## The question

One Al–H bond of linear triplet H–Al–Al–H is stretched while the Al₂H fragment stays rigid. Two distances, 2.165 and 3.394 Å, are withheld, and the task is to predict their energies at six levels of theory. This linear triplet is a higher isomer and spin state, since the ground state of Al₂H₂ is a singlet with two bridging hydrogens. The other Al–H bond is held at about 1.57 Å, close to the minimum of the scanned one. The scan tests methods on a breaking bond, and because the fragment cannot relax, its plateau is no relaxed bond energy.

Ansatz 0.2.0; charge 0 e, spin multiplicity 3, basis cc-pVDZ, scan stretch, valence space electrons 8, valence space orbitals 10, pair space electrons 4, pair space orbitals 4.

```tsv
scan distance (Å)	UCCSDT, energy from the start of the scan (kJ/mol)	B3LYP, energy from the start of the scan (kJ/mol)	B2PLYP, energy from the start of the scan (kJ/mol)	RMP2, energy from the start of the scan (kJ/mol)	RCCSDT(Q), energy from the start of the scan (kJ/mol)	RHF, energy from the start of the scan (kJ/mol)
1.279	91.00	87.30	87.40	89.4	91.00	89.40
1.437	16.30	15.30	14.90	15.2	16.30	14.80
1.575	0.00	0.00	0.00	0.0	0.00	0.00
1.712	9.30	9.90	10.70	11.2	9.30	12.20
1.966	58.90	60.90	63.70	66.8	58.70	71.00
2.165	?	?	?	?	?	?
2.499	180.80	193.50	202.40	215.7	179.90	232.60
2.881	236.50	255.80	255.60	305.3	234.80	n/a
3.394	?	?	?	?	?	?
4.194	271.60	276.10	277.30	277.4	271.60	255.20
5.409	271.60	277.10	277.80	277.3	271.60	254.60
```

The scan distance $r$ is the Al–H separation. Each energy $E$ is counted from the row at 1.575 Å at the same level, so an offset between levels at that point is hidden. R means that paired electrons share one spatial orbital, and U lifts this restriction. UCCSDT serves as the yardstick, within this small basis only.

## Why a restricted pair climbs too steeply

Let $a$ be the aluminium hybrid that points at hydrogen and $h$ the hydrogen 1s orbital. A restricted determinant puts both bonding electrons into $\sigma = c_a a + c_h h$, and the product expands as

$$\sigma(1)\sigma(2) = c_a c_h\,[a(1)h(2)+h(1)a(2)] + c_a^2\,a(1)a(2) + c_h^2\,h(1)h(2).$$

The bracket is covalent and the last two terms are ionic. Near the minimum this mixture is reasonable, but separated neutral radicals need the bracket alone. A single doubly filled orbital keeps the ionic terms, so its curve aims at a limit that is too high. The cure is the configuration $\sigma^{*2}$, which cancels them; MP2 adds it to lowest order only, whereas coupled cluster with triples carries it much further.

This is standard theory, and the known rows are consistent with it. Up to 1.712 Å every level lies within 4 kJ/mol of UCCSDT. At 2.499 Å RHF is too high by 51.8 kJ/mol, with RMP2, B2PLYP and B3LYP following in falling order. The unrestricted levels carry some spin contamination, and coupled cluster is flagged as starting from a determinant other than the lowest, so part of the gap may be a difference of state.

## The way out that a triplet has

A triplet owns two unpaired electrons besides the bond pair. A restricted open-shell determinant can place one on the hydrogen atom and one on Al₂H, which describes neutral fragments correctly. Their spins are parallel, so this configuration forms no bond: it is flat far out and slightly repulsive closer in. The lowest restricted solution should thus change from the rising closed-pair branch to a flat separated branch.

The numbers show the signature that such a change would leave. RMP2 at 2.881 Å stands 28.0 kJ/mol above its own plateau, while UCCSDT there is still climbing, so the hump is no physical barrier. RHF rises fastest of all levels and yet ends 17.0 kJ/mol below UCCSDT. No electron pair is lost on this branch, since the electron left on aluminium pairs up within Al₂H. The low plateau means that the bound molecule has more correlation energy than the fragments, which Hartree–Fock omits; RMP2 adds an estimate of it and ends at 277.3 kJ/mol. The two branches also differ in symmetry. At 1.279 Å the output places the unpaired electrons in two π orbitals of equal energy, which makes a Σ⁻ state. On the separated branch one unpaired electron sits in the hydrogen 1s orbital, which is of σ type, and with a single further open orbital no Σ⁻ state can be built. In the linear frame, without spin-orbit coupling, the two states therefore cross without mixing. That the restricted levels make this change is inferred from the shapes of their curves, since the orbitals further out were not inspected.

## Two small models

For the inner region a Morse curve, $D\,(1-e^{-a(r-r_e)})^2$ shifted to vanish at the zero row, was fitted to the known rows up to 2.499 Å at each level. Its worst residual is 0.2 kJ/mol for coupled cluster and 1.1 for RHF. The depth $D$ and range $a$ trade against each other and carry no physical meaning; the fit says only that each inner curve heads above its plateau. The printed output after the text lists all fits and residuals.

A Morse curve cannot serve the outer region. With $D$ fixed at the plateau it misses UCCSDT by 16.2 kJ/mol at 2.881 Å, because the computed curve flattens faster than one exponential allows. The inner fit errs the other way and overshoots that row, which it did not include, by 8.4. UCCSDT is therefore already bending over on the bound state, which does not rule out a sharp crossing onto the flat state further out.

The tail is modelled through the remaining binding $\Delta = E_\text{plateau} - E$, with the last row as plateau. If the bound state ends at that plateau, $\Delta$ is far out an exchange coupling that falls with the overlap of $a$ and $h$, so $\ln\Delta$ varies smoothly. It is taken as a parabola through three known rows, worked here for UCCSDT:

$$\Delta = 271.6 - (58.9,\ 180.8,\ 236.5) = (212.7,\ 90.8,\ 35.1), \qquad \ln\Delta = (5.360,\ 4.509,\ 3.558)$$

$$s_1 = \frac{4.509-5.360}{2.499-1.966} = -1.597,\qquad s_2 = \frac{3.558-4.509}{2.881-2.499} = -2.49,\qquad c = \frac{s_2-s_1}{2.881-1.966} = -0.97$$

$$\ln\Delta(3.394) = 3.558 - 2.49\,(0.513) - 0.97\,(0.513)(0.895) = 1.84,\qquad \Delta = 6.3$$

The lengths in the last line are the distances from 3.394 Å back to the two nearest known inner rows. The predicted energy is $271.6 - 6.3 = 265.3$ kJ/mol. Three constants pass exactly through three points, so the only check is the row at 4.194 Å, outside the fit, where the parabola leaves 0.15 and the table shows no binding.

## Predictions

At 2.165 Å the Morse fit interpolates, and each forecast carries ±3 kJ/mol, wider than the residuals because the gap between the neighbouring rows is long. The order should be that of 2.499 Å. Two forecasts were estimated by hand and differ by under 1 kJ/mol from the printed fit, namely RCCSDT(Q) and RMP2.

- UCCSDT 107, RCCSDT(Q) 107
- B3LYP 112, B2PLYP 117
- RMP2 123, RHF 132

At 3.394 Å the bar is the distance to the plateau, and none of the first four levels is expected above its plateau. The functionals still creep upwards beyond 4.194 Å, so their parabola is averaged with a logarithmic interpolation to that row. RHF and RMP2 are placed on the separated branch, a choice only mildly preferred because RMP2 was still on the upper branch at 2.881 Å.

- UCCSDT 265 ± 6, RCCSDT(Q) 264 ± 7
- B3LYP 273 ± 4, B2PLYP 274 ± 4
- separated branch: RHF 259 ± 5, RMP2 278 ± 5
- other outcome: the closed-pair branch (RMP2 above 300, RHF above 370), or no usable solution

The RHF figure comes from its small excess over the plateau. The 0.6 kJ/mol by which it still falls after 4.194 Å is grown inwards over $4.194-3.394 = 0.800$ Å with the rate $2.49\ \text{Å}^{-1}$ borrowed from UCCSDT. This gives $254.6 + 0.6\,e^{2.49\times 0.800} = 259.0$.

## The computed values

The withheld rows as computed:

```tsv
scan distance (Å)	UCCSDT, energy from the start of the scan (kJ/mol)	B3LYP, energy from the start of the scan (kJ/mol)	B2PLYP, energy from the start of the scan (kJ/mol)	RMP2, energy from the start of the scan (kJ/mol)	RCCSDT(Q), energy from the start of the scan (kJ/mol)	RHF, energy from the start of the scan (kJ/mol)
2.165	107.10	111.80	116.70	122.5	106.80	130.50
3.394	265.80	270.30	274.50	278.5	271.90	258.60
```

## The row at 2.165 Å

All six forecasts fall inside their bars and the order holds. This is interpolation on one smooth branch with generous bars, so the hits show little more than smoothness. The largest miss of the fit is RHF, predicted 1.6 kJ/mol too high, which exceeds its worst residual of 1.1. The physical content is the deviation from UCCSDT: RHF is already 23.4 kJ/mol too high, and RMP2 has removed only about a third of that, leaving 15.4.

## The row at 3.394 Å

UCCSDT gives 265.8 against the worked 265.3, so it still lies about 6 kJ/mol below the last row. The agreement is closer than a bar of ±6 entitles one to expect and should not be read as the accuracy of the parabola. Basis superposition is uncorrected and can matter for a difference this small.

RHF and RMP2 both land on the separated branch, RHF at 258.6 and RMP2 at 278.5, each a little above its plateau as a non-bonding configuration should be. RMP2 thus drops from 305.3 at the previous row. What was forecast here is the branch; the close RMP2 figure tests nothing further, since it grew from a difference of 0.1, the size of the rounding.

Both functionals are inside their bars, but B3LYP at 270.3 lies 2.9 below the prediction. Its remaining binding, $277.1-270.3 = 6.8$, matches the logarithmic interpolation alone, and the averaging with the parabola did harm. The parabola assumes one smooth solution through its three rows. The functionals are unrestricted already in the first row, but their bond pair may split into separate spin orbitals only later. Such an onset between 2.499 and 2.881 Å would break that assumption, and the collapse of the B2PLYP–B3LYP gap there would fit it, but this is a guess. B2PLYP does not bear it out: its remaining binding of 3.3 lies nearer the parabola (2.3) than the logarithmic interpolation (5.0), and there the averaging helped.

## The miss

RCCSDT(Q) comes out at 271.9, which is 7.5 above the model value and outside its bar. The margin beyond the bar is small, yet the miss is one of kind: the value lies just above the plateau of 271.6, which the forecast had excluded. In every other row the two coupled-cluster columns agree within 1.7 kJ/mol.

A quadruples correction is an unlikely source of the gap of 6.1 kJ/mol, since the U/R difference grows gently up to 2.881 Å with the opposite sign. Reference and excitation level both differ between the columns, so the table cannot divide the gap. The likelier reading, untested, is that the restricted calculation starts here from the separated determinant and follows that non-bonding state. Its slight excess over the plateau, like that of RHF and RMP2, fits this reading. Since the bound and the separated state differ in spatial symmetry, no order of excitation leads from one to the other.

## What carries over

For a neighbouring open-shell hydride the same argument suggests a restricted curve that is too steep, then a drop once an unpaired electron can move to the leaving hydrogen. Al–H cleavage matters in hydride precursors for aluminium deposition. There a maximum on a restricted MP2 scan should be checked against the reference determinant before it is called a barrier.

Where does the bound curve end? If it keeps its two π electrons unpaired, the broken bond leaves a third unpaired electron on Al₂H, whereas the separated branch leaves only one there. These are different states of the fragment, so a common limit would be a coincidence. Yet the two coupled-cluster columns share one plateau. UCCSDT too has therefore probably changed state by 4.194 Å, and the tail model then used a limit that is not the bound state's own. Separate calculations on Al₂H as a doublet and as a quartet would show how far apart the two limits lie.

The analysis program printed:

```
Energies kJ/mol, rounding 0.05 (0.1 in differences). Morse fit on known rows up to 2.499 A:
 UCCSDT    D 357 a 1.35/A re 1.581 A worst 0.2; fit-calc at 2.881 A +8.4; reaches plateau 271.6 at 3.10 A
 RCCSDT(Q) D 354 a 1.36/A re 1.581 A worst 0.2; fit-calc at 2.881 A +8.7; reaches plateau 271.6 at 3.11 A
 B3LYP     D 410 a 1.26/A re 1.579 A worst 0.6; fit-calc at 2.881 A +11.0; reaches plateau 277.1 at 2.95 A
 B2PLYP    D 434 a 1.25/A re 1.577 A worst 0.7; fit-calc at 2.881 A +24.1; reaches plateau 277.8 at 2.87 A
 RMP2      D 478 a 1.21/A re 1.576 A worst 0.9; fit-calc at 2.881 A -4.7; reaches plateau 277.3 at 2.76 A
 RHF       D 539 a 1.16/A re 1.574 A worst 1.1; fit-calc at 2.881 A no value; reaches plateau 254.6 at 2.58 A
UCCSDT Morse, D = plateau, a 1.74/A, fit-calc by known row: +4.4 -4.8 +0.0 +7.0 +13.3 -3.5 -16.2 -6.0 -1.3
Level minus UCCSDT (RCCSDT(Q), B3LYP, B2PLYP, RMP2, RHF):
 1.279 A: +0.0, -3.7, -3.6, -1.6, -1.6
 1.437 A: +0.0, -1.0, -1.4, -1.1, -1.5
 1.712 A: +0.0, +0.6, +1.4, +1.9, +2.9
 1.966 A: -0.2, +2.0, +4.8, +7.9, +12.1
 2.499 A: -0.9, +12.7, +21.6, +34.9, +51.8
 2.881 A: -1.7, +19.3, +19.1, +68.8, no value
 4.194 A: +0.0, +4.5, +5.7, +5.8, -16.4
 5.409 A: +0.0, +5.5, +6.2, +5.7, -17.0
Change 4.194 to 5.409 A: UCCSDT +0.0, RCCSDT(Q) +0.0, B3LYP +1.0, B2PLYP +0.5, RMP2 -0.1, RHF -0.6
RMP2 at 2.881 A above its plateau by 28.0; B2PLYP-B3LYP +8.9 at 2.499 A, -0.2 at 2.881 A
Remaining binding (plateau - E) estimated from the tail at 3.394 A:
 UCCSDT    curved log 6.3, plain exponential 9.8 (2.49/A); curved log at 4.194 A 0.15, calc 0.0
 RCCSDT(Q) curved log 7.2, plain exponential 10.8 (2.39/A); curved log at 4.194 A 0.22, calc 0.0
 B3LYP     curved log 1.4, plain exponential 3.4 (3.58/A), log interpolation to 4.194 A 6.4
 B2PLYP    curved log 2.3, plain exponential 4.3 (3.20/A), log interpolation to 4.194 A 5.0
Closed-pair branch at 3.394 A (inner Morse continued, loose): RMP2 377, RHF 415
Withheld row 2.165 A: prediction, computed, prediction - computed
 UCCSDT    106.6 +- 3.0 | 107.1 | -0.5 inside bar
 RCCSDT(Q) 106.2 +- 3.0 | 106.8 | -0.6 inside bar
 B3LYP     112.0 +- 3.0 | 111.8 | +0.2 inside bar
 B2PLYP    117.0 +- 3.0 | 116.7 | +0.3 inside bar
 RMP2      123.6 +- 3.0 | 122.5 | +1.1 inside bar
 RHF       132.1 +- 3.0 | 130.5 | +1.6 inside bar
Withheld row 3.394 A: prediction, computed, prediction - computed
 UCCSDT    265.3 +- 6.3 | 265.8 | -0.5 inside bar
 RCCSDT(Q) 264.4 +- 7.2 | 271.9 | -7.5 outside bar
 B3LYP     273.2 +- 3.9 | 270.3 | +2.9 inside bar
 B2PLYP    274.1 +- 3.7 | 274.5 | -0.4 inside bar
 RMP2      278.0 +- 5.0 | 278.5 | -0.5 inside bar
 RHF       259.0 +- 5.0 | 258.6 | +0.4 inside bar
Level minus UCCSDT in the withheld rows, same order as above:
 2.165 A: -0.3, +4.7, +9.6, +15.4, +23.4
 3.394 A: +6.1, +4.5, +8.7, +12.7, -7.2
```
